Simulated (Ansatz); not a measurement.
## HfO₃: the change of pressure and energy above lowest point with volume per atom

Results calculated with Ansatz 0.2.0 development build, not measured. Equation of state of a cubic crystal from periodic Kohn-Sham density functional theory without spin; pressure corrected for the finite basis.

Cell of the first row (space group Pm-3m, No. 221):
```
HfO3
1.0
      4.0529     0.0000     0.0000
      0.0000     4.0529     0.0000
      0.0000     0.0000     4.0529
Hf O
1 3
Direct
  0.00000 0.00000 0.00000
  0.50000 0.00000 0.00000
  0.00000 0.50000 0.00000
  0.00000 0.00000 0.50000
```

Settings of every row: formula HfO3; structure type ReO3; functional PBE; spin treatment none; k mesh 26x26x26; occupation method fermi-dirac; occupation width 0.061225619 eV; wave cutoff 420 eV; datasets soft-1 PAW; density cutoff ratio 4.

Limits: a cubic model structure, not a phase known at ambient conditions; no spin polarisation, a magnetic state may lie lower; no spin-orbit coupling, which can matter with elements this heavy.

```csv
row,volume per atom (Å³),pressure (GPa),energy above lowest point (meV/atom)
1,16.643,8.46,26.75
2,16.997,5.378,11.51
3,17.351,?,?
4,17.705,-0.008,0
5,18.059,-2.343,2.64
6,18.414,-4.46,10.19
7,18.768,-6.375,22.2
```

Question: what pressure and energy above lowest point should row 3 give?

Worked fit of pressure. Take u = (V_r/V)^(2/3) − 1 with V_r = 17.882 Å³ an atom, which is twice the finite (Eulerian) strain; such expansions in the strain, on which the Birch-Murnaghan equation of state is built, carry the rest volume and the bulk modulus. The shown rows have u = 0.04903, 0.03442, 0.00665, -0.00654, -0.01935, -0.03172. Least squares give pressure = −1.2028 + 176.809 × u + 426.17 × u² − 258 × u³ GPa; a parabola predicts inner rows, each left out in turn, worse (root mean square 0.0061 against 0.0033 GPa). The rows lie off it by 0.000, 0.001, 0.000, -0.002, 0.003, -0.001. The pressure vanishes at u = 0.0067, or V = 17.7 Å³ an atom, and there the bulk modulus at fixed shape and fractions is B = −V dP/dV = (2/3)(1 + u) dP/du = 122 GPa. The withheld row has u = 0.0203, so the fit gives −1.2028 + 176.809 × (0.0203) + 426.17 × (0.0203)² − 258 × (0.0203)³ = 2.560 GPa.

The calculation gave 2.561 GPa. The fit lies 0.001 GPa (0.0067 % of the column's range) below it, one unit of the last digit.

Worked fit of energy above lowest point. Take u = (V_r/V)^(2/3) − 1 with V_r = 17.882 Å³ an atom, which is twice the finite (Eulerian) strain; such expansions in the strain, on which the Birch-Murnaghan equation of state is built, carry the rest volume and the bulk modulus. The shown rows have u = 0.04903, 0.03442, 0.00665, -0.00654, -0.01935, -0.03172. Least squares give energy above lowest point = 0.678 − 200.31 × u + 15019.1 × u² − 1785 × u³ meV/atom; a parabola predicts inner rows, each left out in turn, worse (root mean square 0.037 against 0.017 meV/atom). The rows lie off it by 0.00, 0.01, -0.01, 0.01, 0.00, 0.00. Its lowest point lies at u = 0.0067, or V = 17.7 Å³ an atom, and the curvature there gives the bulk modulus at fixed shape and fractions, B = (4/9)(1 + u)² E″(u)/V = 122 GPa. The withheld row has u = 0.0203, so the fit gives 0.678 − 200.31 × (0.0203) + 15019.1 × (0.0203)² − 1785 × (0.0203)³ = 2.79 meV/atom.

The calculation gave 2.78 meV/atom. The fit lies 0.01 meV/atom (0.037 % of the column's range) above it, one unit of the last digit.
